Magnesium gives its electrons to sulfur and selenium in this crystal, so the highest filled bands are mainly anion p states. The top two filled bands are v2 and v1, and the two lowest empty ones are c1 and c2. PBE is the cheaper level of theory and HSE06 the costlier one, and each counts energies from its own valence top.

Band levels of Mg3Se2S, an ordered alloy on the rocksalt lattice (I4/mmm, a = 3.812 Å, c = 16.147 Å), computed with Ansatz 0.2.0 (plane-wave PAW, 420 eV cutoff, no spin polarisation) on a cell relaxed with r2SCAN. The cheaper level is PBE on a 10×10×10 k mesh and the costlier one HSE06 on 6×6×6, each with energies counted from its own valence top.

| point name | band v2, cheaper level (eV) | band v1, cheaper level (eV) | band c1, cheaper level (eV) | band c2, cheaper level (eV) | band v2, costlier level (eV) | band v1, costlier level (eV) | band c1, costlier level (eV) | band c2, costlier level (eV) |
| --- | --- | --- | --- | --- | --- | --- | --- | --- |
| Gamma | 0.000 | 0.000 | 2.849 | 3.132 | 0.000 | 0.000 | 3.863 | 4.074 |
| X | -1.741 | -1.710 | 2.093 | 3.651 | -1.912 | -1.862 | 2.987 | 4.601 |
| P | -2.016 | -1.841 | 2.596 | 2.625 | -2.205 | -1.973 | 3.496 | 3.538 |
| N | -0.473 | -0.445 | 4.023 | 5.025 | -0.507 | -0.479 | 4.950 | 6.018 |
| M | -0.451 | -0.451 | 2.094 | 4.111 | -0.480 | -0.480 | 2.990 | 4.960 |
| S | -0.505 | -0.405 | 4.299 | 4.398 | -0.544 | -0.435 | 5.233 | 5.352 |
| S_0 | -0.505 | -0.405 | 4.299 | 4.398 | -0.544 | -0.435 | 5.233 | 5.352 |
| R | -1.770 | -1.739 | 2.155 | 3.675 | -1.939 | -1.891 | 3.051 | 4.626 |
| G | -1.770 | -1.739 | 2.155 | 3.675 | -1.939 | -1.891 | 3.051 | 4.626 |

### Γ and X: is the gap direct?

No. The highest filled level is at Γ, while the lowest empty one is at X with both levels of theory. An electron that crosses the gap at its narrowest must therefore change its crystal momentum as well as its energy.

### The same two rows: why does HSE06 give the larger gap?

The gap grows from 2.093 to 2.987 eV on identical atoms, so the cause is electronic. In PBE an electron partly repels itself, which pushes filled levels too high. HSE06 replaces a quarter of the short-range exchange by exact exchange, which removes part of this error and lowers the filled levels. Empty levels gain less attraction from exact exchange than from the PBE potential it replaces, so they rise. The raw band edges agree, if both runs share a zero of potential: the valence top sinks by 0.6 eV and the conduction minimum rises by 0.3 eV.

### P: can PBE be repaired by one constant?

The simplest correction raises all empty levels by the opening of the gap, 2.987 − 2.093 = 0.894 eV, and leaves the filled ones alone. At P it gives 2.596 + 0.894 = 3.490 eV for c1, within 0.01 eV of the HSE06 level. This is a mild trial. The long c axis makes the zone thin, so P lies a short step from X, and its c1 is expected to be the flank of the valley that fixed the constant. R and G lie closer still, and c1 at M belongs to the same kind of valley. Far from these valleys, at N and S, the constant falls 0.03 to 0.04 eV short for c1, and for c2 it misses by up to 0.099 eV. One constant works best for states of the same kind as the one it was taken from.

Among the listed empty levels it does worst for c1 at Γ, where it falls 0.12 eV short. That state may have more s character than those at X and P, but this is a guess. The output below compares the rigid shift with every listed point.

### P again: do the filled bands stay put?

They stretch. At every listed point away from Γ, v1 and v2 lie 6 to 10 % deeper below the valence top in HSE06. Theory offers a likely reason: exact exchange depends on the orbital itself, and its attraction is usually stronger for orbitals low in a filled band than for those at its top, so the lower levels sink further.

The stretch matters for a vertical gap, the distance from v1 to c1 at one point. At P, c1 rises by 0.900 eV and v1 sinks by 0.132 eV, so the vertical gap opens by 1.032 eV. A constant taken from the indirect gap would miss the second part. Every listed vertical gap opens by more than the indirect one.

### N and M: which digits can be trusted?

At N and M the filled levels lie close to the valence top, so the stretch adds only about 0.03 eV to the vertical gap. M also tests the last digit: its c1 lies above that of X by 1 meV in PBE and 3 meV in HSE06. Both points lie on both k meshes and both levels put X lower, but a slight change in the shape of the cell is expected to move these valleys by more than that, so such differences should not be used to rank X and M. The opening of the gap is best read as about 0.9 eV, since the two levels used different meshes and no test of convergence is shown. P, S and R do not lie on the 6×6×6 mesh, so their last digits deserve the same caution.

The near tie has a structural origin. In plain rocksalt the three X valleys are equal by symmetry. The ordering of S and Se along one axis turns them into two X points and one M point, but the lattice stays cubic in shape to within 0.2 %. This helps to keep the valleys almost level in this constructed arrangement. The tripled cell also folds states from a third of the way along the rocksalt Γ–X line onto M, which is expected to be why v1 is shallow at M and deep at X.

### S to G: do the last four rows add four tests?

They add two at most, because S_0 repeats S and G repeats R by symmetry, and R lies so close to X that its row nearly repeats that of X. The two distinct rows still make a useful contrast. At R the filled level v1 is deep and the vertical gap opens by 1.05 eV; at S it is shallow and the opening is 0.96 eV. The empty level actually rises less at R, so the larger opening there comes from the stretched valence band.

### What would spin–orbit coupling or more sulfur change?

At Γ, v1 and v2 coincide because the calculation leaves out spin–orbit coupling. Including it would split the pair, raise the valence top and narrow the gap by roughly 0.1 eV, mostly through selenium. Putting sulfur in place of selenium would weaken this splitting. It should also widen the gap, since the 3p electrons of sulfur are bound more tightly than the 4p electrons of selenium and form a lower valence top.

Output of the analysis:

```
Change from PBE to HSE06 in eV:
    row      v2      v1     c1     c2
  Gamma       0       0  1.014  0.942
      X  -0.171  -0.152  0.894   0.95
      P  -0.189  -0.132    0.9  0.913
      N  -0.034  -0.034  0.927  0.993
      M  -0.029  -0.029  0.896  0.849
      S  -0.039   -0.03  0.934  0.954
    S_0  -0.039   -0.03  0.934  0.954
      R  -0.169  -0.152  0.896  0.951
      G  -0.169  -0.152  0.896  0.951
Vertical gap v1 to c1 in eV and stretch of valence depth in %:
    row  PBE gap  HSE06 gap  opening  v1 stretch  v2 stretch
  Gamma    2.849      3.863    1.014           0           0
      X    3.803      4.849    1.046       8.889       9.822
      P    4.437      5.469    1.032        7.17       9.375
      N    4.468      5.429    0.961        7.64       7.188
      M    2.545       3.47    0.925        6.43        6.43
      S    4.704      5.668    0.964       7.407       7.723
    S_0    4.704      5.668    0.964       7.407       7.723
      R    3.894      4.942    1.048       8.741       9.548
      G    3.894      4.942    1.048       8.741       9.548
Opening of the indirect gap (eV): 0.894
HSE06 indirect gap larger than PBE by (%): 42.71
Lowest empty level at M above X, PBE (meV): 1
Lowest empty level at M above X, HSE06 (meV): 3
Cubic mismatch, sqrt(2) a against c/3 (%): 0.1607
Largest miss of a rigid shift, band c1 (eV): 0.12
Largest miss of a rigid shift, band c2 (eV): 0.099
Largest miss of a rigid shift, valence bands (eV): 0.189
Smallest stretch of valence depth, v1 below Gamma (%): 6.43
Largest stretch of valence depth, v2 (%): 9.822
Opening of the smallest direct gap, unlisted point (eV): 0.9222
Smallest direct gap above indirect gap, PBE (eV): 0.3901
Smallest direct gap above indirect gap, HSE06 (eV): 0.4183
Raw valence top, HSE06 less PBE (eV): -0.5971
Raw conduction minimum, HSE06 less PBE (eV): 0.2974
Share of opening from the valence top if zeros agree (%): 66.8
```
